# Lumped parameter model: limits and scaling

**Conventions.** A positive resist of thickness $d$ carries lines of width $w=p-2x$ at pitch $p$. The coordinate $x$ runs from the image maximum $x_0=0$, and $z$ is depth. The development rate is $r=K[E\,i(x)e^{-\alpha z}]^\gamma$, with dose $E$, aerial image $i$, effective absorption coefficient $\alpha$ and contrast $\gamma$. Bleaching and standing waves are ignored. At the edge, $s=-d\ln i/dx$, $\mathrm{NILS}=ws$, $\rho=i(x)/i(0)$ and $S=|d\ln w/d\ln E|$ at fixed development time.

## Statement

In the lumped parameter model of Hershel and Mack (1987) the developer goes down at $x_0$ and then sideways along the substrate:

$$\left(\frac{E}{E_0}\right)^\gamma=1+\frac1{D_e}\int_0^x\left[\frac{i(x')}{i(0)}\right]^{-\gamma}dx',\qquad D_e=\frac{1-e^{-\alpha\gamma d}}{\alpha\gamma}.$$

$E_0$ just clears at $x_0$. The sensitivity has a vertical and a lateral part:

$$S=S_V+S_L=\frac{2\gamma}{w}\left(D_e\rho^\gamma+\ell\right),\qquad \ell=\int_0^x\left[\frac{i(x)}{i(x')}\right]^\gamma dx'.$$

For large $\gamma$, with $s'=ds/dx$,

$$S=\frac{2}{\mathrm{NILS}}\left[1+\frac{s'}{\gamma s^2}+O(\gamma^{-2})+\gamma sD_e\rho^\gamma\right].$$

## Proof

The time is $t=\int_0^d dz/r(0,z)+\int_0^x dx'/r(x',d)$. Multiplication by $K[E\,i(0)]^\gamma e^{-\alpha\gamma d}$ turns the first term into $\int_0^d e^{-\alpha\gamma(d-z)}dz=D_e$ and the second into the integral of the dose equation. At $x=0$, $E=E_0$, the product equals $D_e$; division gives the dose equation. Its differential is $\gamma(E/E_0)^\gamma d\ln E=\rho^{-\gamma}dx/D_e$. With $(E/E_0)^\gamma=1+\ell\rho^{-\gamma}/D_e=S/S_V$ and $dw=-2\,dx$ this yields $S$.

At large $\gamma$, $\ell$ is dominated by small $u=x-x'$, where $\ln[i(x')/i(x)]=su-s'u^2/2+\dots$ Hence
$$\ell\simeq\int_0^\infty e^{-\gamma su}\left(1+\tfrac12\gamma s'u^2\right)du=\frac1{\gamma s}\left(1+\frac{s'}{\gamma s^2}\right).$$

## Dimensionless groups and regimes

$K$ and $t$ enter only through $E_0$, and $\alpha$ and $d$ only through $D_e$. What remains is $E/E_0$, $x/p$, $\gamma$, $D_e/p$ and the image shape.

**Absorption**, $a=\alpha\gamma d$. For $a\ll1$, $D_e=d(1-a/2+\dots)$. For $a\gg1$, $D_e=(1-e^{-a})/\alpha\gamma$ loses its dependence on $d$. The asymptotes cross at $a=1$.

**Dose.** Near clearing, $\rho\simeq1-\kappa x^2/2$, so $D_e[(E/E_0)^\gamma-1]=x+\gamma\kappa x^3/6+\dots$ and the space opens as $x\simeq\gamma D_e\ln(E/E_0)$. This ends near $x_c=\sqrt{2/\gamma\kappa}$. Far beyond it the image slope governs.

**Large contrast.** $S_V$ dies exponentially and $S_L$ converges as $1/\gamma$. $S_V$ equals $2/\mathrm{NILS}$ where $\gamma sD_e\rho^\gamma=1$, which for $a\gg1$ gives $\gamma^*\simeq\ln(s/\alpha)/\ln(1/\rho)$. The edge exposure obeys
$$\tau=\frac{E\,i(x)}{E_0\,i(0)}=\left(\rho^\gamma+\frac{\ell}{D_e}\right)^{1/\gamma}\simeq(\gamma sD_e)^{-1/\gamma}\to1-\frac{\ln(s/\alpha)}{\gamma}.$$
The limit $\tau=1$ is the constant-threshold model. Without absorption the deficit is $\ln(\gamma sd)/\gamma$.

**Small contrast or thin film.** As $\gamma\to0$ the formula gives
$$S\simeq\frac{2\gamma}{w}\left\{d\left[1-\gamma\left(\frac{\alpha d}2+\ln\frac1\rho\right)\right]+x-\gamma\int_0^x\ln\frac{i(x')}{i(x)}dx'\right\},$$
which vanishes, but the path is then the wrong one. In the units of the proof, going straight down at $x$ costs $D_e\rho^{-\gamma}$, against $D_e+\ell\rho^{-\gamma}$. The segmented path is faster only if $D_e(1-\rho^\gamma)>\ell$. The straight path gives $\tau=1$ and $S=2/\mathrm{NILS}$, so the threshold result holds at both ends. For $\alpha=0$ and constant $s$, the eikonal equation $|\nabla T|=1/r$ with $T=0$ at $z=0$ has the solution $T=\sin(\gamma sz)/(\gamma s\,r)$ up to $\gamma sz=\pi/2$. It corrects the vertical time $d/r$ by the factor $1-(\gamma sd)^2/6$ and joins the lateral time $1/(\gamma sr)$ at $\gamma sd=\pi/2$.

## Numbers for 500 nm lines at 365 nm

Take $w=500$ nm and $p=1000$ nm. A lens of numerical aperture 0.5 has $w\,\mathrm{NA}/\lambda=0.68$ and, on axis, passes only the orders $0,\pm1$. The coherent in-focus amplitude $\tfrac12+\tfrac2\pi\cos kx$, with $k=2\pi/p$, gives $\mathrm{NILS}=8$. As a degraded image assume instead $i\propto1+m\cos kx$ with $m=0.8$. The film inputs, of typical size, are $d=1000$ nm and $\alpha=4\times10^{-4}$ nm$^{-1}$.

At the edge $x=250$ nm, $s=mk$, $1/s=199$ nm, $s'/s^2=1$, $\rho=1/1.8$ and $\mathrm{NILS}=\pi m=2.51$. The threshold limits are $S=0.796$ and $E/E_0=1.8$.

| $\gamma$ | $D_e$ (nm) | $S_V$ | $S_L$ | $\frac{2}{\mathrm{NILS}}(1+\frac1\gamma)$ | $S$ | $E/E_0$ |
|---|---|---|---|---|---|---|
| 2 | 688 | 1.70 | 0.96 | 1.19 | 2.66 | 1.25 |
| 5 | 432 | 0.46 | 1.04 | 0.95 | 1.50 | 1.27 |
| 10 | 245 | 0.03 | 0.91 | 0.88 | 0.94 | 1.42 |

At $\gamma=5$, $a=2$, $\ell=52$ nm and $D_e\rho^\gamma=23$ nm. With $\kappa=mk^2/(1+m)$, $x_c=151$ nm. The threshold ratio is $\tau=0.70$; the leading form $(\gamma sD_e)^{-1/\gamma}$ gives 0.62, because it omits $\rho^\gamma$ and underestimates $\ell$.

The crossovers in contrast are $a=1$ at $\gamma=2.5$, and $S_V=2/\mathrm{NILS}$ at $\gamma=3.9$ (estimate $\gamma^*=4.3$). The segmented path beats the straight one at $\gamma=0.5$ and loses at $\gamma=0.4$. At $\gamma=5$ it needs $D_e>55$ nm.

**Cost of the segmented path.** For $\alpha=0$ let $n=1/r(x)$. A path whose smallest abscissa is $x_1$ obeys $n\,dl\ge n_1dz+\sqrt{n^2-n_1^2}\,dx$ with $n_1=n(x_1)$. A ray that starts vertically at $x_1$ attains equality. The least time is therefore the minimum over $x_1$ of $n_1d+\int_{x_1}^x\sqrt{n^2-n_1^2}\,dx'$. Rays leave the centre as $x_1\cosh(z\sqrt{\gamma\kappa})$, and $d\sqrt{\gamma\kappa}=9.4$ at $\gamma=5$, so $x_1\approx0$. The saving is 4 % of the segmented time. With absorption at large $\gamma$, the local solution $T=1/(\gamma r\sqrt{s^2+\alpha^2})$ is shorter than $1/(\gamma sr)$ by the factor 1.003. These two cases suggest that $S\propto T$ is good to several per cent at $\gamma=5$.

**Latitude.** At $\gamma=5$ the model's $S$ is 1.9 times the threshold value. To first order, $\pm10$ % in width allows $\pm6.7$ % in dose, against $\pm12.6$ % in the threshold limit. The model's total range of 13 % is roughly half of the 20 to 30 % typical of such i-line processes near best focus, where the image is generally steeper than the one assumed here.